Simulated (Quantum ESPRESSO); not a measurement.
# LO phonon energy and polar coupling scale of diamond, BN, SiC, BP and BAs from PBE linear response

In a polar semiconductor, hot carriers lose energy mainly by emitting longitudinal optical (LO) phonons, and near room temperature the same phonons can limit the mobility. A high LO energy leaves few phonons to absorb and raises the threshold for emission; a small polar scale weakens each scattering event. For heat-spreading and high-field devices we therefore need both numbers. We compare diamond with four zinc-blende compounds, using PBE phonons at the zone centre of the static, relaxed lattice. The LO energy is the quantum ħω of the highest longitudinal mode, and the polar scale is 1/ε∞ − 1/ε(static), which is zero when the ions add nothing to the screening. Measured values for some members follow further on.

## Method

Known phases of group-IV and III-V semiconductors, in their primitive cells. The structures stem from measured cells of the Crystallography Open Database, cells from the Materials Project (structure alone), directly or through a relaxation at another level; cell and atoms were relaxed at zero pressure at each row's own level, inside the symmetry of the start, with no thermal or zero-point expansion. Program: Quantum ESPRESSO 7.5, plane waves, PBE, PseudoDojo norm-conserving potentials, scalar-relativistic without spin-orbit coupling, no spin polarisation. Wave-function cutoff 1143 to 1497 eV (chosen for the hardest element of each cell); on the k meshes (Γ-centred) the least product of divisions and cell-vector length runs from 30 to 41 Å, relaxations included. Residual pressures at rest stay under 0.01 GPa. Occupations: fixed. Harmonic modes at natural masses come from linear response (density functional perturbation theory), with the acoustic sum rule imposed. Born charges and ε∞ come from the response to a homogeneous electric field, on the k mesh of the ground state; the charge sum rule, missed by at most 0.02 e an atom, is imposed afterwards.

Notes on method and selection:

- Semilocal functionals put Kohn-Sham gaps below measured gaps and, as a rule, ε∞ above measured values.
- Harmonic values at the static lattice; measured values carry thermal expansion and anharmonic shifts at their temperature.
- The Fröhlich coupling constant is this polar scale times √(m*/ħω) up to constants; effective masses aren't given.
- Where a compound was run more than once at a level, the most complete run is tabled (field response and q mesh first, then a measured start, then the densest k mesh); long lists keep known phases first.
- Of the slices of this family, only those were tabled in which the two main quantities correlate in rank and, where a line is fitted, the line explains more than half of the variance.
- Rows whose field response was not converged in the k mesh are left out.
- Runs that did not converge, have known faults or may not be shown are not listed, and runs on Ansatz's PAW sets soft_1 and soft_2 are kept to separate tables.

Columns:

- shortest bond (Å): shortest interatomic distance in the relaxed cell.
- ε∞: electronic (clamped-ion) dielectric constant ε∞, a third of the trace.
- static ε: static dielectric constant with the ions relaxed at fixed cell, a third of the trace.
- Kohn-Sham gap (eV): Kohn-Sham gap, lowest empty minus highest filled level on the k mesh.
- structure: structure type or space group.
- LO energy (meV): energy ħω of the highest longitudinal optical mode at the zone centre, macroscopic field included.
- polar scale: polar coupling scale 1/ε∞ − 1/ε(static).

## Numbers

```
member                shortest bond (Å)  ε∞    static ε  Kohn-Sham gap (eV)  structure     LO energy (meV)  polar scale  remark
C                     1.547              5.78  5.78      4.20                diamond-type  160.0            0.0000       known phase (diamond)
BN                    1.569              4.55  6.89      4.53                zinc-blende   157.0            0.0745       known phase
SiC (F-43m, 2 atoms)  1.897              6.96  10.30     1.38                zinc-blende   117.2            0.0465       known phase (3C)
BP                    1.969              9.14  9.25      1.26                zinc-blende   ?                ?
BAs                   2.082              9.83  9.91      1.22                zinc-blende   84.4             0.0008       known phase
```

Cells marked ? are withheld until the estimate has been made.

Least-squares fits to the members shown, with x = shortest bond (Å); R² and errors in the fitted variable (y, or ln y where the fit is in ln y):

```
y                members  fit                        R²    rms residual  leave-one-out rms  the same for the mean of the others
LO energy (meV)  4        ln y = 5.976 − 2.023 ln x  0.96  0.051         0.11               0.35
polar scale      4        y = 0.1113 − 0.04557 x     0.11  0.030         0.061              0.042 (fit no better)
```

## Mechanism

Among the four members with a shown LO energy, the energy falls at each step as the bond lengthens, from 160.0 meV in diamond to 84.4 meV in BAs. The fitted exponent of −2.02 means that a bond 1 % longer goes with an LO energy about 2 % lower. Its leave-one-out error in ln y, 0.11, is well below the 0.35 of the mean of the others.

Bond length is not the only thing that changes. A zone-centre optical mode follows ω ∝ √(K/μ), with K the force constant and μ the reduced mass of the two atoms. From diamond to BAs the energy falls by a factor 84.4 / 160.0 = 0.53. With rough atomic masses of 12 for C, 11 for B and 75 for As, the reduced mass rises from 6.0 to 11 × 75 / (11 + 75) = 9.6, which gives √(6.0 / 9.6) = 0.79, and the softer bond supplies the remaining 0.53 / 0.79 = 0.67.

The polar scale does not follow bond length: its linear fit does no better than the mean. It depends on how much charge the vibrating ions carry and how well the electrons screen it. Diamond has no Born charges by symmetry, and boron and arsenic differ little in electronegativity, so BAs reaches only 0.0008. BN and SiC are strongly polar, at 0.0745 and 0.0465, a ratio of 1.60.

The macroscopic field also raises the LO energy itself. In these cubic two-atom cells the ratio of LO to transverse (TO) energy is √(ε(static)/ε∞). For BN this gives a TO energy of 157.0 / √(6.89 / 4.55) = 127.6 meV, so the field adds about 29 meV.

BN thus combines a high LO energy with the largest polar scale shown, while diamond has the high energy without the coupling. Because slices were tabled only if they showed a correlation, the bond-length trend should not be carried over to other semiconductors untested.

## Prediction

Plain estimates from the members shown:

- BP, fit at x = 1.969: 100.0 meV
- BP, geometric interpolation between SiC (F-43m, 2 atoms) and BAs: w = (1.969 − 1.897) / (2.082 − 1.897) = 0.389, so 117.2 × (84.4 / 117.2)^0.389 = 103.1 meV

BP is almost non-polar: its two dielectric constants, 9.14 and 9.25, put LO only 0.6 % above TO. The interpolation from SiC to BAs, 103.1 meV, carries over part of the large field term of SiC, and the bond-length fit includes both polar members. We therefore scale from BAs, with diamond as the second weakly polar or non-polar anchor.

We take E(TO) ∝ √(K/μ) and K ∝ d⁻ⁿ, with d the bond length and rough masses of 11 (B), 12 (C), 28 (Si), 31 (P) and 75 (As). The reduced masses are 12 × 12 / (12 + 12) = 6.00 for diamond, 11 × 75 / (11 + 75) = 9.59 for BAs and 11 × 31 / (11 + 31) = 8.12 for BP. With the transverse energy of BAs, 84.4 / √(9.91 / 9.83) = 84.1 meV, diamond and BAs give n = 2 × ln((160.0 / 84.1) × √(6.00 / 9.59)) / ln(2.082 / 1.547) = 2.75. For BP relative to BAs:

- mass: √(9.59 / 8.12) = 1.087
- bond: (2.082 / 1.969)^(2.75/2) = 1.080
- field: √(9.25 / 9.14) / √(9.91 / 9.83) = 1.002

The result is 84.4 × 1.087 × 1.080 × 1.002 = 99.3 meV.

For SiC, with a reduced mass of 12 × 28 / (12 + 28) = 8.40, the same route gives 84.1 × √(9.59 / 8.40) × (2.082 / 1.897)^(2.75/2) × √(10.30 / 6.96) = 124 meV, 6 % above the shown 117.2 meV. For BN, with a mass of 14 for N and a reduced mass of 11 × 14 / (11 + 14) = 6.16, it gives 84.1 × √(9.59 / 6.16) × (2.082 / 1.569)^(2.75/2) × √(6.89 / 4.55) = 191 meV, about 21 % too high, so it can fail badly for strongly polar bonds; we use it because BP is almost non-polar. If the SiC miss reflects a smooth curvature between the anchors, it scales as w(1 − w), with w the position in ln d between diamond and BAs: ln(1.897 / 1.547) / ln(2.082 / 1.547) = 0.69 for SiC and ln(1.969 / 1.547) / ln(2.082 / 1.547) = 0.81 for BP. The products are 0.69 × (1 − 0.69) = 0.214 and 0.81 × (1 − 0.81) = 0.154, so the 6 % miss of SiC shrinks to about 4 % for BP, or 4 meV.

**Committed estimate, BP: LO energy = 99 ± 4 meV.**

## Result

```
member  shortest bond (Å)  ε∞    static ε  Kohn-Sham gap (eV)  structure    LO energy (meV)  polar scale  remark
BP      1.969              9.14  9.25      1.26                zinc-blende  99.7             0.0012       known phase
```

```
member  estimate       LO energy (meV)  computed  estimate − computed  miss in error bars
BP      committed      99.0             99.7      −0.7                 0.2
BP      fit            100.0            99.7      +0.3
BP      interpolation  103.1            99.7      +3.4
```

The estimate of 99 ± 4 meV holds: BP comes out at 99.7 meV, 0.7 meV higher. The bond-length fit was slightly closer (0.3 meV too high) and the interpolation was 3.4 meV too high.

Scaling from BAs by reduced mass and bond length worked, which supports treating BP as a lighter, stiffer relative of BAs with almost no field term. Its polar scale of 0.0012 agrees with this.

Our argument against the interpolation was incomplete. We blamed the field term of SiC, but taking that term out makes the result worse. The transverse energies are 117.2 / √(10.30 / 6.96) = 96.3 meV for SiC and 84.4 / √(9.91 / 9.83) = 84.1 meV for BAs. Interpolating between them and restoring the small field factor of BP, √(9.25 / 9.14) = 1.006, gives 96.3 × (84.1 / 96.3)^0.389 × 1.006 = 91.9 meV, which is 7.8 meV too low. SiC has a soft transverse mode for its bond length, and the field more than makes up for it in the LO energy. The plain interpolation therefore came close through two opposing errors.

## Outliers

Least-squares fits to the whole series, with x = shortest bond (Å); R² and errors in the fitted variable (y, or ln y where the fit is in ln y):

```
y                members  fit                        R²    rms residual  leave-one-out rms  the same for the mean of the others
LO energy (meV)  5        ln y = 5.978 − 2.027 ln x  0.97  0.046         0.071              0.31
polar scale      5        y = 0.1318 − 0.05916 x     0.17  0.028         0.050              0.038 (fit no better)
```

Largest departures from the fit to the whole series:

```
member                LO energy (meV)  fit    computed − fit  computed / fit  in rms residuals (of ln y)
SiC (F-43m, 2 atoms)  117.2            107.8  +9.4            1.09            1.8
BAs                   84.4             89.3   −4.9            0.95            1.2
C                     160.0            163.0  −3.0            0.98            0.4
BN                    157.0            158.4  −1.4            0.99            0.2
```

SiC lies farthest from the fit, 9.4 meV or 9 % above it. The macroscopic field has the right sign and is large enough, since it lifts the mode by 117.2 − 96.3 = 20.9 meV. It is not the whole explanation, because BN has a similar field factor (√(6.89 / 4.55) = 1.23 against √(10.30 / 6.96) = 1.22) and lies within 1.4 meV of the fit. The difference is in the transverse modes: that of BN is at 127.6 / 158.4 = 0.81 of the fitted LO energy, that of SiC at 96.3 / 107.8 = 0.89. Why the transverse mode softens more in BN remains open.

BAs lies 4.9 meV below the fit, and the heavy arsenic atom is the likeliest reason. From BP to BAs the fit allows a factor (1.969 / 2.082)^2.027 = 0.89, while the computed energies fall by 84.4 / 99.7 = 0.85. The larger reduced mass alone accounts for √(8.12 / 9.59) = 0.92, and the softer bond for about as much again.

## Experiment

```
member                quantity         measured  computed  computed − measured  conditions                                                                                                                       source
C                     LO energy (meV)  165.1     160.0     −5.1                 300 K; printed as 1332 cm-1; Raman spectroscopy, 532 nm, backscattering; HPHT and CVD synthetic single crystals, (100) oriented  [1]
SiC (F-43m, 2 atoms)  LO energy (meV)  120.6     117.2     −3.4                 292 K; converted from 973 cm-1; LO at Gamma                                                                                      [2]
```

Sources:

[1] "Optical Properties of Bulk Single-Crystal Diamonds at 80–1200 K by Vibrational Spectroscopic Methods" (2021, PubMed Central 8659058)  
[2] "Optical properties of silicon carbide for astrophysical applications I. New laboratory infrared reflectance spectra and optical constants" (2008, arXiv:0803.1210)

The computed LO energy is below the measured one by 5.1 meV in diamond and 3.4 meV in SiC, about 3 % in each. The ratio of the two materials is therefore reproduced: 160.0 / 117.2 = 1.37 computed and 165.1 / 120.6 = 1.37 measured. BN, BP and BAs are not compared here, nor is any polar scale.

Diamond is the cleaner test, because its Raman line is the zone-centre mode itself and no field term enters. PBE usually makes such bonds slightly too long and too soft, which lowers the energy by a few per cent. Anharmonic and zero-point shifts don't explain the gap: in diamond they lower the real frequency, so including them would move the computed value further down, by roughly 1 to 2 %.

In SiC an ε∞ that is too high also weakens the field term. If it were 5 % too high at unchanged Born charges, the loss would be about 0.32 × 0.05 / 2 × 117 = 0.9 meV, a minor part of the difference; here 1 − 6.96 / 10.30 = 0.32 is the share of the field in the squared LO energy. The measured SiC entry does not name the polytype, though the LO energy varies little between polytypes; the title of its source points to infrared reflectance.

## What to take away

BN and SiC combine high LO energies with strong polar coupling; BP and BAs couple very weakly. For bonds of 1.55 to 2.08 Å, bond length gives the LO energy of a left-out member to about 7 %, within a series selected for showing a correlation. It does not give the polar scale.

The stronger coupler is not always the stronger scatterer. For slow carriers of equal effective mass, LO absorption scales as polar scale × √ħω × N, with N = 1/(exp(ħω/kT) − 1). At 300 K (kT = 25.85 meV), N is 1 / (exp(117.2 / 25.85) − 1) = 0.01086 in SiC and 1 / (exp(157.0 / 25.85) − 1) = 0.00231 in BN. SiC then absorbs (0.0465 / 0.0745) × √(117.2 / 157.0) × (0.01086 / 0.00231) = 2.5 times as strongly.

The errors of a few per cent seen against experiment are small beside the spread of the table, 160.0 − 84.4 = 75.6 meV. For mobility in BP and BAs, non-polar phonon scattering, and impurity scattering in doped samples, should outweigh the polar part.

[Logs are printed without paths, hosts, clocks, repeated set-up lines and the standing remarks that a program may print on its own settings, such as how far it seeks lower states.]
